## Appendix: The three-phonon vertex and quasi-momentum conservation

### A.1 Premises and conventions

1. The nuclei move on a single adiabatic potential surface $U$.
2. The crystal has $N=N_1N_2N_3$ cells at lattice points $\mathbf R_l$, with atoms $\kappa$ of mass $M_\kappa$ and Born–von Kármán boundary conditions. The supercell is held fixed. The allowed wave vectors are $\mathbf q=\sum_i (k_i/N_i)\mathbf b_i$ with integer $k_i$ and $\mathbf a_i\cdot\mathbf b_j=2\pi\delta_{ij}$; $N$ of them lie in the first Brillouin zone.
3. $U$ is expanded in the displacements $u_\alpha(l\kappa)$ from a stable periodic equilibrium, so that the linear term is absent.

The cubic term is
$$H_3=\frac1{3!}\sum\Phi_{\alpha\beta\gamma}(l_1\kappa_1,l_2\kappa_2,l_3\kappa_3)\,u_\alpha(l_1\kappa_1)\,u_\beta(l_2\kappa_2)\,u_\gamma(l_3\kappa_3),\tag{A1}$$
summed over all indices, where $\Phi$ is the third derivative of $U$ at equilibrium. It is real and symmetric under permutation of the three index groups. A lattice translation maps the crystal onto itself, so
$$\Phi(l_1\kappa_1,l_2\kappa_2,l_3\kappa_3)=\Phi(0\kappa_1,(l_2-l_1)\kappa_2,(l_3-l_1)\kappa_3).\tag{A2}$$
A rigid shift of all atoms by any vector leaves $U$, and hence its second derivatives, unchanged. This gives the sum rule
$$\sum_{l_3\kappa_3}\Phi_{\alpha\beta\gamma}(l_1\kappa_1,l_2\kappa_2,l_3\kappa_3)=0.\tag{A3}$$

The harmonic part is diagonal, $H_2=\sum_{\mathbf qj}\hbar\omega_{\mathbf qj}(a^\dagger_{\mathbf qj}a_{\mathbf qj}+\tfrac12)$, with
$$u_\alpha(l\kappa)=\sum_{\mathbf qj}\Big(\frac{\hbar}{2NM_\kappa\omega_{\mathbf qj}}\Big)^{1/2}e_\alpha(\kappa|\mathbf qj)\,e^{i\mathbf q\cdot\mathbf R_l}A_{\mathbf qj},\qquad A_{\mathbf qj}=a_{\mathbf qj}+a^\dagger_{-\mathbf qj}.\tag{A4}$$
The polarisation vectors are normalised to unity per cell and obey $e(\kappa|-\mathbf qj)=e^*(\kappa|\mathbf qj)$. The phase factor contains the cell vector and not the atomic position, so that $e$ can be chosen periodic in reciprocal space. The acoustic modes at $\mathbf q=0$ are rigid shifts; by (A3) they drop out of $H_3$ and are omitted. The labels $1\equiv(\mathbf q_1j_1)$ and $-1\equiv(-\mathbf q_1j_1)$ are used below. Two properties follow from $[a_1,a_2^\dagger]=\delta_{12}$. First, $A_1^\dagger=A_{-1}$. Second, $[A_1,A_2]=[a_1,a^\dagger_{-2}]+[a^\dagger_{-1},a_2]=\delta_{1,-2}-\delta_{-1,2}=0$, so the order of the $A$ operators is immaterial.

### A.2 The vertex of a general crystal

Inserting (A4) into (A1) gives
$$H_3=\sum_{123}V_3(1,2,3)\,A_1A_2A_3,\tag{A5}$$
with three unrestricted mode sums and
$$V_3=\frac1{6}\Big(\frac{\hbar}{2N}\Big)^{3/2}\frac{1}{\sqrt{\omega_1\omega_2\omega_3}}\sum\Phi_{\alpha\beta\gamma}\,\frac{e_\alpha(\kappa_1|1)e_\beta(\kappa_2|2)e_\gamma(\kappa_3|3)}{\sqrt{M_{\kappa_1}M_{\kappa_2}M_{\kappa_3}}}\,e^{i(\mathbf q_1\cdot\mathbf R_{l_1}+\mathbf q_2\cdot\mathbf R_{l_2}+\mathbf q_3\cdot\mathbf R_{l_3})}.$$
Put $\mathbf R_{l_2}=\mathbf R_{l_1}+\mathbf R_{m_2}$ and $\mathbf R_{l_3}=\mathbf R_{l_1}+\mathbf R_{m_3}$. With periodic boundaries $m_2$ and $m_3$ run over all cells for every $l_1$, and by (A2) $\Phi$ no longer depends on $l_1$. The index $l_1$ survives only in $\sum_{l_1}e^{i\mathbf Q\cdot\mathbf R_{l_1}}$ with $\mathbf Q=\mathbf q_1+\mathbf q_2+\mathbf q_3=\sum_i(K_i/N_i)\mathbf b_i$ and integer $K_i$. This sum factorises into three geometric series $\sum_{n=0}^{N_i-1}z_i^{\,n}$ with $z_i=e^{2\pi iK_i/N_i}$. Since $z_i^{N_i}=1$, a series equals $(1-z_i^{N_i})/(1-z_i)=0$ unless $z_i=1$, in which case it equals $N_i$. All $z_i$ equal one exactly when every $K_i/N_i$ is an integer, that is, when $\mathbf Q$ is a reciprocal lattice vector $\mathbf G$:
$$\sum_l e^{i\mathbf Q\cdot\mathbf R_l}=N\Delta(\mathbf Q),\qquad \Delta(\mathbf Q)=\sum_{\mathbf G}\delta_{\mathbf Q,\mathbf G}.\tag{A6}$$
The factors $N^{-3/2}$ and $N$ combine to
$$V_3(1,2,3)=\frac16\Big(\frac\hbar2\Big)^{3/2}\frac{\Delta(\mathbf q_1+\mathbf q_2+\mathbf q_3)}{\sqrt N}\,\frac{\tilde\Phi(1,2,3)}{\sqrt{\omega_1\omega_2\omega_3}},\tag{A7}$$
$$\tilde\Phi=\sum\Phi_{\alpha\beta\gamma}(0\kappa_1,m_2\kappa_2,m_3\kappa_3)\frac{e_\alpha(\kappa_1|1)e_\beta(\kappa_2|2)e_\gamma(\kappa_3|3)}{\sqrt{M_{\kappa_1}M_{\kappa_2}M_{\kappa_3}}}\,e^{i(\mathbf q_2\cdot\mathbf R_{m_2}+\mathbf q_3\cdot\mathbf R_{m_3})}.$$
$\tilde\Phi$ is independent of $N$ once the supercell exceeds the range of the force constants.

Four properties follow.

*Symmetry.* The expression below (A5) is symmetric in 1, 2, 3 because $\Phi$ is. Complex conjugation reverses all wave vectors, $V_3(-1,-2,-3)=V_3(1,2,3)^*$, which together with $A_1^\dagger=A_{-1}$ makes $H_3$ Hermitian.

*Matrix elements.* The operator $a_1$ occurs in $A_1$ and $a_3^\dagger$ in $A_{-3}$. For three distinct modes the product $A_1A_2A_{-3}$ occurs $3!$ times in (A5), so
$$\langle n_1-1,n_2-1,n_3+1|H_3|n_1,n_2,n_3\rangle=6V_3(1,2,-3)\sqrt{n_1n_2(n_3+1)},\tag{A8}$$
which vanishes unless $\mathbf q_1+\mathbf q_2=\mathbf q_3+\mathbf G$. With all wave vectors in the first zone, processes with $\mathbf G=0$ are called normal and the others Umklapp. For given $\mathbf q_1,\mathbf q_2$ exactly one $\mathbf q_3$ in the zone satisfies the rule. The conserved quantity is the eigenvalue of the lattice translation: relabelling $u(l\kappa)\to u((l+m)\kappa)$ multiplies $A_{\mathbf qj}$ by $e^{i\mathbf q\cdot\mathbf R_m}$, which is blind to $\mathbf G$. It is not the mechanical momentum, which resides in the omitted $\mathbf q=0$ modes.

*Extensivity.* There are of order $N^2$ allowed triples and $|V_3|^2\propto N^{-1}$, so second-order energies scale as $N$.

*Long waves.* For an acoustic mode 3 with $\mathbf q_3\to0$, $e_\gamma(\kappa_3|3)/\sqrt{M_{\kappa_3}}$ becomes independent of $\kappa_3$ and the phase factor tends to one, so (A3) removes the leading term. For short-ranged forces $\tilde\Phi=O(q_3)$, and with $\omega_3\propto q_3$ the vertex vanishes as $q_3^{1/2}$.

### A.3 The nearest-neighbour chain

The Fermi–Pasta–Ulam (FPU) $\alpha$ chain is a ring of $N$ masses $M$ with spacing $a$ and longitudinal displacements $u_n$, $u_{n+N}=u_n$:
$$U=\sum_{n}\Big(\frac{\phi_2}{2}r_n^2+\frac{\phi_3}{6}r_n^3\Big),\qquad r_n=u_{n+1}-u_n.\tag{A9}$$
Here $\phi_2>0$ and $\phi_3$ are derivatives of the bond potential, and $\phi_3<0$ for a bond that softens on stretching. The harmonic equation $M\ddot u_n=\phi_2(u_{n+1}+u_{n-1}-2u_n)$ with $u_n\propto e^{i(qna-\omega t)}$ gives $M\omega^2=2\phi_2(1-\cos qa)$, or
$$\omega_q=\omega_m|s_q|,\qquad s_q=\sin\frac{qa}2,\qquad\omega_m=2\sqrt{\phi_2/M},\qquad -\frac\pi a<q\le\frac\pi a.\tag{A10}$$
With $e=1$, (A4) and the identity $e^{iqa}-1=2i\,s_q\,e^{iqa/2}$ give
$$r_n=\sum_{q\ne0}\Big(\frac{\hbar}{2NM\omega_q}\Big)^{1/2}2i\,s_q\,e^{iqa/2}\,e^{iqna}A_q .$$
Cubing, summing over $n$ with (A6) and using $(2i)^3=-8i$,
$$V_3=-8i\,\frac{\phi_3}{6}\Big(\frac{\hbar}{2M}\Big)^{3/2}\frac{\Delta(q_1+q_2+q_3)}{\sqrt N}\,\frac{s_1s_2s_3}{\sqrt{\omega_1\omega_2\omega_3}}\,e^{i(q_1+q_2+q_3)a/2}.\tag{A11}$$
On the allowed set $q_1+q_2+q_3=2\pi m/a$. The sum lies in $(-3\pi/a,3\pi/a]$, so $m=0,\pm1$, and the last factor is $(-1)^m$. The vertex is purely imaginary and odd under reversal of all $q$, as hermiticity requires. Since $s_3=\sin[m\pi-(q_1+q_2)a/2]=-(-1)^m\sin[(q_1+q_2)a/2]$, the index $m$ can be eliminated:
$$V_3=\frac{4i\phi_3}{3}\Big(\frac{\hbar}{2M}\Big)^{3/2}\frac{\Delta}{\sqrt N}\,\frac{s_1s_2\sin[(q_1+q_2)a/2]}{\sqrt{\omega_1\omega_2\omega_3}} .$$
The vertex is therefore continuous where $q_1+q_2$ crosses the zone boundary. Its modulus is
$$|V_3|=\frac{8|\phi_3|}{6}\Big(\frac{\hbar}{2M}\Big)^{3/2}\frac{\Delta}{\sqrt N}\,\frac{|s_1s_2s_3|}{\sqrt{\omega_1\omega_2\omega_3}}.\tag{A12}$$
Substituting $|s_i|=\omega_i/\omega_m$ and $\omega_m^6=64\phi_2^3/M^3$,
$$|V_3|^2=\frac{64\phi_3^2}{36}\,\frac{\hbar^3}{8M^3}\,\frac{M^3}{64\phi_2^3}\,\frac{\omega_1\omega_2\omega_3}{N}\Delta=\frac{\phi_3^2}{288\,\phi_2^3}\,\frac{\hbar\omega_1\,\hbar\omega_2\,\hbar\omega_3}{N}\,\Delta .\tag{A13}$$
The mass enters only through the frequencies. The proportionality to $\omega_1\omega_2\omega_3$ holds because the same bond factor $2s_q$ fixes both the dispersion and the cubic coupling.

### A.4 Energy conservation in the chain

A real transition (A8) also needs $\omega_1+\omega_2=\omega_3$. With $x=q_1a/2$ and $y=q_2a/2$, quasi-momentum conservation gives $\omega_3=\omega_m|\sin(x+y)|$ for normal and Umklapp processes alike, and
$$|\sin(x+y)|\le|\sin x||\cos y|+|\cos x||\sin y|\le|\sin x|+|\sin y|.$$
Equality in the second step requires $|\sin x|(1-|\cos y|)=0$. Either $\sin x=0$, or $|\cos y|=1$ and $\sin y=0$. One phonon then has $q=0$, and the vertex vanishes. The chain has no resonant three-phonon process: the golden-rule rate of order $|V_3|^2$ is zero, and at this order $H_3$ acts through virtual transitions alone. For $x,y>0$ and $x+y\le\pi$ the mismatch is
$$\delta\omega=\omega_1+\omega_2-\omega_3=4\omega_m\sin\frac x2\sin\frac y2\sin\frac{x+y}2,\tag{A14}$$
which tends to $\omega_ma^3q_1q_2(q_1+q_2)/16$ for long waves.

### A.5 Second-order free energy as a test of the prefactor

In the classical limit the $A_q$ are Gaussian variables with $\langle A_qA_{q'}\rangle_0=\delta_{q,-q'}(2n_q+1)\to\delta_{q,-q'}\,2k_BT/\hbar\omega_q$. The average $\langle H_3\rangle_0$ is odd in $A$ and vanishes, so the cumulant expansion begins with $F_3=-\langle H_3^2\rangle_0/2k_BT$. Wick's theorem gives 15 pairings of six operators. Nine contain a pair within each vertex and need $V_3(q,-q,0)$, which is absent at fixed length. Six join the two vertices by three lines, each giving $V_3(1,2,3)V_3(-1,-2,-3)=|V_3|^2$. By (A13) the frequencies cancel:
$$\langle H_3^2\rangle_0=6\sum_{123}|V_3|^2\prod_i\frac{2k_BT}{\hbar\omega_i}=\frac{\phi_3^2(k_BT)^3}{6N\phi_2^3}\,(N-1)(N-2).\tag{A15}$$
The last factor counts triples: $N-1$ choices of $q_1\neq0$, and $N-2$ choices of $q_2\ne0,-q_1$.

The same average follows in real space without any vertex. The weight $\exp(-\phi_2\sum r_n^2/2k_BT)$ is an isotropic Gaussian restricted to the plane $\sum_nr_n=0$, so the covariance is the projector $C_{nn'}=\sigma^2(\delta_{nn'}-1/N)$ with $\sigma^2=k_BT/\phi_2$. Then $\langle H_3^2\rangle_0=(\phi_3/6)^2\sum_{nn'}(6C_{nn'}^3+9C_{nn}C_{n'n'}C_{nn'})$. The second term vanishes because $C_{nn}$ is the same for all $n$ and $\sum_{n'}C_{nn'}=0$. The first contains $\sigma^6[N(1-1/N)^3-N(N-1)/N^3]=\sigma^6(N-1)(N-2)/N$, which reproduces (A15) for every $N$. For large $N$,
$$\frac{F_3}{N}=-\frac{k_BT}{12}\,\epsilon^2,\qquad \epsilon^2=\frac{k_BT\,\phi_3^2}{\phi_2^3}.\tag{A16}$$

### A.6 Range of validity

*Selection rule.* (A6) and (A7) are exact for any strictly periodic potential and do not need weak anharmonicity. Defects and surfaces break (A2) and with it the factor $\Delta$. Isotopic mass disorder leaves $U$ and (A2) intact, but with site-dependent masses the harmonic eigenmodes are no longer Bloch waves, so the expansion (A4) fails and $\Delta$ is lost as well. The $q^{1/2}$ law assumed short-ranged forces and must be re-examined in polar crystals. In crystals with a basis, the nine dropped pairings can survive through optical modes at $\mathbf q=0$.

*Chain formulas.* (A11)–(A14) need one atom per cell, one polarisation and nearest-neighbour forces. With several branches the inequality of A.4 no longer applies, and decay from a fast branch into slower ones is allowed.

*Stability.* The cubic bond potential has a maximum at $r^*=-2\phi_2/\phi_3$ of height $E_b=2\phi_2^3/3\phi_3^2$ and is unbounded below beyond it. The chain is metastable, and the series in $\epsilon^2=2k_BT/3E_b$ is formal.

*Next order in $\phi_3$.* For large $N$ the constraint $\sum r_n=0$ is imposed by a conjugate force $j$, and $F/N=-k_BT\,W$ at the stationary point of $W(j)=\ln\int d\xi\,e^{-\xi^2/2-\epsilon\xi^3/6+j\xi}$, where $\xi=r/\sigma$ and $\epsilon$ has the sign of $\phi_3$. Shift $\xi=\xi_0+y$ with $j=\xi_0+\epsilon\xi_0^2/2$, which removes the term linear in $y$ and leaves the curvature $1+\epsilon\xi_0$. The moments $\langle y^6\rangle=15$ and $\langle y^{12}\rangle=10395$ of a unit Gaussian give the cumulant coefficients $15/72=5/24$ and $10395/31104-\frac12(5/24)^2=5/16$. Up to a constant and through order $\epsilon^4$,
$$W=\frac{\xi_0^2}2+\frac{\epsilon\xi_0^3}3-\frac12\ln(1+\epsilon\xi_0)+\frac{5\epsilon^2}{24(1+\epsilon\xi_0)^3}+\frac{5\epsilon^4}{16}.$$
The stationary point is $\xi_0=\epsilon/2+O(\epsilon^3)$, where $W=\epsilon^2/12+5\epsilon^4/48$. The first term confirms (A16), and the second is a relative correction $5\epsilon^2/4$.

*Quartic term.* A term $\phi_4r^4/24$, absent from the $\alpha$ model by definition, contributes in first order $F_4/N=\phi_4\,3\sigma^4/24=\phi_4(k_BT)^2/8\phi_2^2$, the same power of $T$ as (A16). The ratio is $F_4/F_3=-3\phi_2\phi_4/2\phi_3^2$. A Morse bond $D(1-e^{-br})^2$ has $\phi_2=2Db^2$, $\phi_3=-6Db^3$, $\phi_4=14Db^4$ and $F_4/F_3=-7/6$, so that the sum changes sign.

*Quantum corrections.* In imaginary time each factor $2k_BT/\hbar\omega_i$ of (A15) acquires a weight $\omega_i^2/(\omega_i^2+\Omega_{n_i}^2)$ with Matsubara frequencies $\Omega_n=2\pi nk_BT/\hbar$, summed over $n_1+n_2+n_3=0$. The all-zero term is the classical result. The leading correction has one zero index (three choices) and the pair $\pm n$. With the zone average $\langle s_2^2s_3^2\rangle=1/4$ its relative size is $3\cdot\frac14\cdot2\zeta(4)(\hbar\omega_m/2\pi k_BT)^4=(\hbar\omega_m/k_BT)^4/960$.

*Dynamics.* The mismatch (A14) falls as $q^3$, faster than the frequencies. Second-order dynamical quantities of long waves therefore have small denominators, which the static sum (A15) does not contain.

### A.7 Numerical illustration

The inputs are approximate masses and typical nearest-neighbour distances of sodium, $M=22.99$ u and $a=3.72$ Å, and, as an interconnect metal beside it, of copper, $63.55$ u and $2.56$ Å. The constant $\phi_2$ is chosen so that $\omega_m/2\pi$ lies at the typical top of the phonon spectrum, about 3.8 and 7.2 THz. The constant $\phi_3$ is chosen through the expansion of the free chain: in first order $\langle r\rangle=-(\phi_3/6k_BT)\,3\sigma^4=-\phi_3k_BT/2\phi_2^2$, so $\alpha_L=-\phi_3k_B/2a\phi_2^2$, set to the typical values of about $7\times10^{-5}$ and $1.7\times10^{-5}$ K$^{-1}$. These rows of the table restate the choice of inputs and test nothing.

From (A13), $\sqrt N|V_3|=V_0|s_1s_2s_3|^{1/2}$ with $V_0=[\phi_3^2(\hbar\omega_m)^3/288\phi_2^3]^{1/2}$. Two triples are taken, both allowed when $N$ is a multiple of 12. The normal one has $(q_1,q_2,q_3)a=(\pi/3,\pi/2,-5\pi/6)$, $|s_1s_2s_3|^{1/2}=0.584$ and $\delta\omega=0.241\,\omega_m$. The Umklapp one has $(2\pi/3,\pi/2,5\pi/6)$ and $m=1$, with $0.769$ and $0.607\,\omega_m$; two phonons of positive $q$ merge into one at $-5\pi/6a$. Thermal entries refer to 300 K, $k_BT=25.85$ meV.

| Quantity | Na-like chain | Cu-like chain |
|---|---|---|
| $\phi_2$ (eV Å$^{-2}$), input | 0.34 | 3.4 |
| $\phi_3$ (eV Å$^{-3}$), input | $-0.70$ | $-11.5$ |
| $\omega_m/2\pi$ (THz) | 3.80 | 7.23 |
| $\alpha_L$ ($10^{-5}$ K$^{-1}$) | 7.0 | 1.7 |
| $2\pi/a$ (Å$^{-1}$) | 1.689 | 2.454 |
| $\hbar\omega_m$ (meV) | 15.73 | 29.91 |
| $\phi_3^2/\phi_2^3$ (eV$^{-1}$) | 12.5 | 3.36 |
| $V_0$ (meV) | 0.410 | 0.559 |
| $\sqrt N\lvert V_3\rvert$, normal (meV) | 0.240 | 0.327 |
| $\sqrt N\lvert V_3\rvert$, Umklapp (meV) | 0.316 | 0.430 |
| $\hbar\,\delta\omega$, normal (meV) | 3.79 | 7.21 |
| $\hbar\,\delta\omega$, Umklapp (meV) | 9.55 | 18.2 |
| $E_b/k_BT$ | 2.1 | 7.7 |
| $\epsilon^2$ | 0.32 | 0.087 |
| $F_3/N$ (meV) | $-0.7$ | $-0.19$ |
| next order, $5\epsilon^2/4$ | 0.40 | 0.11 |
| quantum correction, relative | $1.4\times10^{-4}$ | $1.9\times10^{-3}$ |
| $F_4/N$ for a Morse bond (meV) | $+0.8$ | $+0.22$ |

The Umklapp vertex is of the same size as the normal one; nothing in (A12) suppresses it. The vertex entries are exact for the stated Hamiltonian. Their use in second order is marginal for the Na-like chain at 300 K, where the barrier is about two $k_BT$ and the next term is 40 per cent of $F_3$, and it is better controlled for the Cu-like chain. All entries belong to the model and not to the metals. The chain has one branch in place of three, and the omitted quartic term can outweigh $F_3$, so not even the sign of the anharmonic free energy carries over. The largest miss concerns damping: the model has no three-phonon decay at order $|V_3|^2$, whereas short-wave phonons in such metals typically live for times of the order of picoseconds at room temperature.